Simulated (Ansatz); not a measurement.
**Trial structures of Ti₂B₃: starts and ends**

Method: DFT PBE, scalar-relativistic, plane waves, PAW in Ansatz 0.2.0. Settings: cutoff 420 eV, Γ-centred meshes spaced at most about 0.3 Å⁻¹, and about 0.25 Å⁻¹ or finer for metals (2π included), Gaussian smearing. Collinear spin in cells that started with moments and kept them past the coarse steps, no spin elsewhere.

Each guess was relaxed in cell and atoms at zero pressure, within the symmetry of its start. Temperature and zero-point effects are left out. Coordination counts B atoms around Ti (those within 1.25 times the shortest such distance or 1.15 times the sum of covalent radii, 1.27 where that leaves under three; a plus sign parts nearer from farther groups; a slash parts the counts of unlike sites).

| guess | made from | start group | V start (Å³/atom) | end group | V end (Å³/atom) | coordination at the end | gap on mesh (eV) | largest moment (μB) | E over the lowest end (meV/atom) |
| --- | --- | --- | --- | --- | --- | --- | --- | --- | --- |
| 1 | random cell | Pm-3m | 11.2 | Pm-3m | 12.3 | Ti 6/12 | 0 | - | 1085 |
| 2 | Cu3Te2 type | P4mm | 9.4 | P4mm | 10.3 | Ti 4+1/8 | 0 | - | 0 |
| 3 | Co3Ge2 type | P-6m2 | 9.4 | P-6m2 | 10.4 | Ti 8/3+6 | 0 | - | 102 |
| 4 | random cell | P4/mmm | 10.0 | ? | ? | ? | ? | ? | ? |
| 5 | random cell | P4/mmm | 11.5 | P4/mmm | 12.5 | Ti 6 | 0 | 0.3 | 408 |
| 6 | Cd3P2 type | Pn-3m | 10.3 | Pn-3m | 12.9 | Ti 6 | 0 | - | 836 |

Guess 4 as it starts:

```
Ti B
1.0
     3.31452    0.00000    0.00000
     0.00000    3.31452    0.00000
     0.00000    0.00000    4.54226
Ti B
2 3
Direct
  0.00000 0.50000 0.50000
  0.50000 0.00000 0.50000
  0.50000 0.50000 0.00000
  0.50000 0.50000 0.32733
  0.50000 0.50000 0.67267
```

Task: Fill in the missing row: what does this guess relax into, and where does it rank?

Result: It ends in space group P4/mmm (No. 123), with a = 4.216 Å, c = 4.643 Å, 16.5 Å³/atom and no gap, without spin. It lies 0.55 eV/atom over the lowest end, above guess 5 and below guess 6. Counting B atoms around Ti, this end has Ti 4 and the lowest (guess 2) has Ti 4+1/8. This end holds B–B chains (shortest 1.54 Å); the lowest (guess 2) holds B–B nets (shortest 1.75 Å).

```
CELL_PARAMETERS angstrom
4.21617 0.00000 0.00000
0.00000 4.21617 0.00000
0.00000 0.00000 4.64302
ATOMIC_POSITIONS crystal
Ti 0.00000 0.50000 0.50000
Ti 0.50000 0.00000 0.50000
B 0.50000 0.50000 0.00000
B 0.50000 0.50000 0.33182
B 0.50000 0.50000 0.66818
```

Formation energies are uncorrected and refer to the elements' standard structures at the same level.

Task: Is the lowest end bound against the elements?

Result: Yes: its formation energy is −0.15 eV/atom. A negative formation energy is needed for stability but isn't enough: competing phases decide.

Another magnetic order may lie lower. Cells relaxed within their symmetry can be saddle points. A lower structure may well exist outside this small set. Some structure types and database cells were kept out of the candidates from the start, so a known form may be missing.

The two most compact ends are also the lowest, but density alone doesn't set the order: guess 4 is by far the most open, yet lies below guesses 1 and 6. Its expansion probably relieves the cramped Ti–B contacts of the start, leaving straight boron chains with short B–B bonds. Such chains make poor use of electron-deficient boron, which favours multicentre bonding, and four boron neighbours leave Ti few partners for d–p bonding. The nets of guess 2 probably serve both needs better, though a high Ti coordination is no guarantee, as guess 1 shows.

Guess 3 would also be bound against the elements, the remaining ends not. Even for guess 2 the binding is weak beside the strongly exothermic formation of TiB and TiB₂, so it should decompose into these neighbours. The likely shortfall is in the structures sampled: known titanium borides combine trigonal-prismatic metal surroundings of boron with zigzag chains, ribbons or hexagonal sheets. The ranking therefore doesn't establish a ground state for Ti₂B₃.
